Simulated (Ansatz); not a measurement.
Strength of the Ge–H bond: GeH2(CH3)Cl → GeH(CH3)Cl + H

Species: GeH2(CH3)Cl, singlet; GeH(CH3)Cl, doublet; H atom, doublet. 

Shapes, held fixed at every level: PBE0-D4/def2-TZVP. Programs: Ansatz 0.2.0. The zero-point and thermal change to 298 K, harmonic and unscaled (PBE0-D4/def2-TZVP), is -17.9 kJ/mol.

```
                level                   kind  ΔH(298 K) (kJ/mol)  less CCSD(T)/def2-TZVPP  CPU time (sum over the molecules)
        HF/def2-TZVPP           Hartree–Fock              +273.2                    -82.0                                  –
     SPW92/def2-TZVPP                    LDA              +371.1                    +15.9                              7.4 s
  B3LYP-D4/def2-TZVPP          global hybrid              +344.3                    -10.9                               25 s
r2SCAN0-D4/def2-TZVPP          global hybrid              +341.0                    -14.2                               37 s
    B2PLYP/def2-TZVPP          double hybrid              +346.5                     -8.7                               30 s
     CCSD(T)/def2-SVP  coupled cluster or CI              +344.3                    -10.9                               32 s
      CCSD/def2-TZVPP  coupled cluster or CI              +354.9                     -0.3                                  –
   CCSD(T)/def2-TZVPP  coupled cluster or CI              +355.2                      0.0                             12 min
```

The highest level, CCSD(T)/def2-TZVPP, gives ΔH(298 K) = +355.2 kJ/mol; the levels span +273.2 to +371.1. The column of differences is taken from that level and isn't an error. Hartree–Fock misses the correlation of the pair that is broken and comes out low. No measured value is set beside it here. Open shells run unrestricted unless RO is named. Relativity is left out for Ge unless named. Correlated rows may include outer-core shells of Ge, which these sets cover unevenly. Times are processor times on shared x86 and Arm servers, and rough.

Breaking this Ge–H bond costs +355.2 kJ/mol at the highest level, less than is typical of C–H or Si–H bonds. This fits the poorer overlap of hydrogen 1s with germanium's diffuse 4s and 4p valence orbitals. Connected triples hardly matter: CCSD already gives +354.9, as expected for a single σ bond separating into two well-defined doublets with little static correlation. The basis set matters far more, since CCSD(T) rises from +344.3 to +355.2 between the double- and triple-zeta sets. The larger set better describes the short-range correlation of the bonding pair, which has no counterpart in the one-electron hydrogen atom. The match between B3LYP-D4 and small-basis CCSD(T) is therefore probably fortuitous. LDA lies highest, in line with its familiar overbinding, while the hybrids and the double hybrid cluster somewhat below the best coupled-cluster value. Without the parent germane or the singly substituted germanes for comparison, the effect of chlorine or methyl on the bond strength can't be isolated.
